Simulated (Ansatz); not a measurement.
## Mg: pressure and energy change per atom against volume scale

Plane-wave DFT, scalar-relativistic PAW made under PBE with cores redone for the functional, no dispersion; the given relaxed cell is scaled uniformly, energy at zero smearing counts from the unscaled cell, pressure at the given Fermi-Dirac smearing is positive in compression. The results are calculated, by Ansatz 0.2.0.

The cell before it is scaled or strained (space group P6_3/mmc, No. 194):
```
cell vectors (Å)
   3.1798     0.0000     0.0000
  -1.5899     2.7538     0.0000
   0.0000     0.0000    10.3358
atoms (fractions of the cell vectors)
Mg  0.00000  0.00000  0.00000
Mg  0.00000  1.00000  0.50000
Mg  0.33333  0.66667  0.25000
Mg  0.66667  0.33333  0.75000
```

Settings of every row: spin polarised no; functional r2SCAN; wave cutoff 500 eV; smearing width 0.1 eV; k mesh 13x13x4.

Atom starting moment: 0 on all atoms.

Limits: the cell comes from a prototype or a list of computed structures and needn't be the stable phase.

```
row  volume scale  V (Å³/atom)  pressure (GPa)  energy change per atom (meV)
  1          0.88       19.911            6.49                         49.74
  2          0.92       20.816               ?                             ?
  3          0.96       21.721            1.81                             5
  4          1.04       23.532           -1.35                          3.88
  5          1.08       24.437           -2.52                         15.08
  6          1.12       25.342           -3.49                         32.28
```

Question: what pressure and energy change per atom should row 2 give?

Worked fit of pressure. Take u = (V_r/V)^(2/3) − 1 with V_r = 23.532 Å³ an atom, which is twice the finite (Eulerian) strain; such expansions in the strain, on which the Birch-Murnaghan equation of state is built, carry the rest volume and the bulk modulus. The shown rows have u = 0.11783, 0.05484, 0, -0.02484, -0.0482. Least squares give pressure = −1.359 + 50.56 × u + 135.92 × u² GPa; a straight line predicts inner rows, each left out in turn, worse (root mean square 0.46 against 0.022 GPa). The rows lie off it by 0.00, -0.01, 0.01, 0.01, -0.01. The pressure vanishes at u = 0.0252, or V = 22.67 Å³ an atom, and there the bulk modulus at fixed shape and fractions is B = −V dP/dV = (2/3)(1 + u) dP/du = 39.2 GPa. Letting shape and atoms relax would as a rule lower it, by much in layered, chain or molecular crystals. The withheld row has u = 0.08519, so the fit gives −1.359 + 50.56 × (0.08519) + 135.92 × (0.08519)² = 3.93 GPa.

The calculation gave 3.92 GPa. The fit lies 0.01 GPa (0.1 % of the column's range) above it, one unit of the last digit.

Worked fit of energy change per atom. Take u = (V_r/V)^(2/3) − 1 with V_r = 23.532 Å³ an atom, which is twice the finite (Eulerian) strain; such expansions in the strain, on which the Birch-Murnaghan equation of state is built, carry the rest volume and the bulk modulus. The shown rows have u = 0.11783, 0.05484, 0, -0.02484, -0.0482. Least squares give energy change per atom = 3.928 − 303.992 × u + 5880.78 × u² meV; a straight line predicts inner rows, each left out in turn, worse (root mean square 20 against 0.095 meV). The rows lie off it by -0.02, 0.06, -0.05, -0.03, 0.04 (root mean square 0.042 meV). Its lowest point lies at u = 0.0258, or V = 22.65 Å³ an atom, and the curvature there gives the bulk modulus at fixed shape and fractions, B = (4/9)(1 + u)² E″(u)/V = 38.9 GPa. Letting shape and atoms relax would as a rule lower it, by much in layered, chain or molecular crystals. The withheld row has u = 0.08519, so the fit gives 3.928 − 303.992 × (0.08519) + 5880.78 × (0.08519)² = 20.71 meV.

The calculation gave 20.79 meV. The fit lies 0.08 meV (0.17 % of the column's range) below it; its largest miss of a shown row is 0.06 meV.
